Reaction of methane with Al(OH)₃ (neutral singlet), computed with Ansatz 0.2.0 at the unrestricted BLYP-D4/6-31G(d) level. The climbing-image nudged elastic band has seven images between relaxed ends and a force component limit of 0.05 eV/Å. Energies are electronic, without zero-point terms, and band forces are largest components.

| row | energy over the start (eV) | path length (Å) | band force (eV/Å) |
| --- | --- | --- | --- |
| 1 | 0.000 | 0.000 | n/a |
| 2 | 0.003 | 0.620 | 0.004 |
| 3 | 0.014 | 1.240 | 0.013 |
| 4 | 0.080 | 1.860 | 0.024 |
| 5 | 0.472 | 2.479 | 0.037 |
| 6 | 1.502 | 3.099 | 0.036 |
| 7 | 1.010 | 3.784 | 0.036 |
| 8 | 0.797 | 4.470 | 0.029 |
| 9 | 0.734 | 5.155 | n/a |

Three magnitudes are worth remembering here. The reaction climbs about 1.5 eV and comes down about 0.8 eV on the far side. Nearly all of the climb, 95 %, falls within the last 1.2 Å of path before the top. Over the first 0.6 Å or so away from the top, the energy in excess of the end on that side shrinks to about a third, and the next step shrinks it more strongly still.

**What happens along the path**

Methane starts as a loose neighbour of a nearly flat Al(OH)₃ molecule. One of its hydrogen atoms passes to an oxygen atom, while the carbon left behind binds to aluminium. The product is a methylaluminium hydroxide that still holds the newly formed water molecule. The path length adds up the motion of all twelve atoms, so it is not the length of any one bond.

In the first three rows the energy rises by only 0.014 eV. Stretching a C–H bond appreciably would cost far more, so methane must still be essentially intact there. Two closed-shell molecules can slide and turn against each other at little cost, because their weak attraction and repulsion nearly balance. The high price is expected where the old bonds must loosen before the new ones are fully made. About half of it, 0.734 eV, is not paid back after the top, because the product itself lies that far above the start.

At the top this exchange of bonds is well under way, and the old C–H bond has stretched from 1.10 to 1.52 Å. The new O–H bond measures 1.21 Å, against 0.98 Å in the product, and the new Al–C bond 2.15 Å, against 1.97 Å. Judged by these two new bonds, the top resembles the product more than the start, as the usual rule for uphill reactions (Hammond's postulate) leads one to expect. One reaction illustrates that rule but does not test it.

**The rule**

The height of the top and the energies of the two ends must be known. Let $d$ be the distance along the path from the top, $E_\text{end}$ the energy of the end on the same side, and $H$ the height of the top above that end. The estimate is

$$E \approx E_\text{end} + H\,f^{\,d/0.62\ \text{Å}}, \qquad f = \frac{0.472}{1.502} = 0.314 .$$

The single adjustable number, $f$, is the fraction of the barrier that remains at row 5, one step before the top. The formula says that equal lengths of path remove equal fractions of the excess energy. This is reasonable because the overlap of orbitals, and the repulsion that comes with it, fade roughly exponentially with distance. That argument makes the form plausible without deriving it, since many atoms move at once.

**Two rows worked by hand**

Neither of these rows was used to set $f$. Row 4 lies two steps before the top, so the fraction is applied twice:

$$E \approx 1.502 \times 0.314^2 \approx 0.15\ \text{eV}.$$

The calculation gives 0.080 eV. The rule correctly says that little of the barrier is left, but its value is almost twice the computed one.

Row 7 lies beyond the top, at $d = 0.685$ Å. The excess halves every 0.37 Å, which makes about 1.85 halvings and leaves a fraction of 0.28. Here $H = 1.502 - 0.734 = 0.768$ eV, and therefore

$$E \approx 0.734 + 0.768 \times 0.28 \approx 0.95\ \text{eV}.$$

The computed energy is 1.010 eV. The total looks close, but most of it is the known energy of the product. The excess above the product, which is what the rule really estimates, comes out about a quarter too small.

**How good it is**

Rows 2, 3, 4, 7 and 8 test the rule. Its typical miss on them is 0.04 eV and its largest 0.07 eV, small beside a barrier of 1.5 eV. Rows 2 and 3 lie so low that they are an easy test in absolute terms. The demanding rows are 4, 7 and 8.

A more familiar sketch draws a parabola from each end up to the top. On the product side it does about as well as the rule, but on the start side it fails badly. At row 5 it gives 0.96 eV, twice the computed 0.472 eV. A parabola starts to climb as soon as the atoms move, whereas here the first long stretch of path costs almost nothing. Measuring from the top avoids this error, because the top is where the bonds change.

On the product side the computed excess is larger than the rule gives at row 7, but almost equal to it at row 8. It thus falls more slowly than the rule at first and faster afterwards. Some of the path on this side is spent on turning the new water molecule. In the product one of its hydrogen atoms leans towards a neighbouring oxygen atom 1.89 Å away, while at the top that distance is about 2.9 Å. The energies alone do not show how much this turning shapes the descent.

**Where to stop using it**

The rule should not be used between the top and its immediate neighbours. It makes the top a sharp point, whereas a true saddle is flat along the path. A smooth bell-shaped curve set on the same row does equally well on the five tested rows. Yet halfway between rows 5 and 6 it gives 1.08 eV, where the exponential gives 0.84 eV.

Far from the top the trouble is relative error. At row 3 the estimate is more than three times the computed energy, although both are tiny. The rule can tell that such a point lies low, but not how the shallow approach is shaped.

For another reaction the procedure is safer to carry over than the number. One intermediate energy on the new path is enough to set $f$ afresh. A path with a long approach of intact molecules should again show its climb bunched near the top. If bonds are strained from the first step, the climb should begin earlier.

No shape rule can improve the heights put into it. BLYP tends to underrate barriers, the small basis set adds an error of its own, and these energies leave out zero-point motion. The orbitals at the top came out closed-shell although bonds are breaking there. That suits a hydrogen atom passed on like a proton, but the outputs do not show whether an open-shell solution would lie lower. The barrier is also counted from the loose complex, not from separated molecules.

**What it means for alumina films**

Read backwards, the path is the release of methane from a methylaluminium compound that holds a water molecule. Steps of this kind remove methyl groups when alumina gate dielectrics are grown from trimethylaluminium and water. In this model molecule the release has to climb 0.768 eV, about half of what the return of methane would need. Once methane has left, its return is thus the harder step, though a real surface, with its many neighbouring groups, will have different heights.

The output below lists the estimates of the rule and the misses of all three curves row by row.

Output of the analysis:

```
Estimates and misses (estimate less computed) in eV:
  row  distance from top in angstrom  fraction kept  estimated excess  exponential rule  miss of rule  miss of bell  miss of parabolas
    1                          3.099        0.00307          0.004611          0.004611      0.004611     4.433e-05                  0
    2                          2.479        0.00977           0.01467           0.01467       0.01167     -0.002529            0.05712
    3                          1.859        0.03109            0.0467            0.0467        0.0327     -0.008994             0.2265
    4                          1.239        0.09894            0.1486            0.1486        0.0686      -0.02761             0.4611
    5                           0.62         0.3142             0.472             0.472     5.551e-17     5.551e-17             0.4891
    6                              0              1             1.502             1.502             0             0                  0
    7                          0.685         0.2783            0.2138            0.9478      -0.06224      -0.08032             0.0655
    8                          1.371        0.07733           0.05939            0.7934     -0.003614      -0.04669            0.02225
    9                          2.056        0.02152           0.01653            0.7505       0.01653      0.001209                  0
Fraction of the barrier kept at row 5 (sets the rule): 0.3142
Path length over which the excess halves in angstrom: 0.3713
Backward barrier in eV: 0.768
Share of the barrier gained from row 4 to row 6 in percent: 94.67
Position of the top along the path in percent: 60.12
Root mean square miss of the exponential on the five tested rows in eV: 0.04427
Root mean square miss of the bell on the same rows in eV: 0.04355
Root mean square miss of the parabolas on the same rows in eV: 0.2332
Largest miss of the exponential on the tested rows in eV: 0.0686
Estimate over computed energy at row 4: 1.858
Estimate over computed energy at row 3: 3.336
Computed excess over the product at row 7 in eV: 0.276
Halfway between rows 5 and 6 the exponential gives in eV: 0.842
Halfway between rows 5 and 6 the bell gives in eV: 1.079
C-H length at the top in angstrom (1.10 at the start): 1.515
O-H length at the top in angstrom (0.98 at the end): 1.211
Al-C length at the top in angstrom (1.97 at the end): 2.145
```
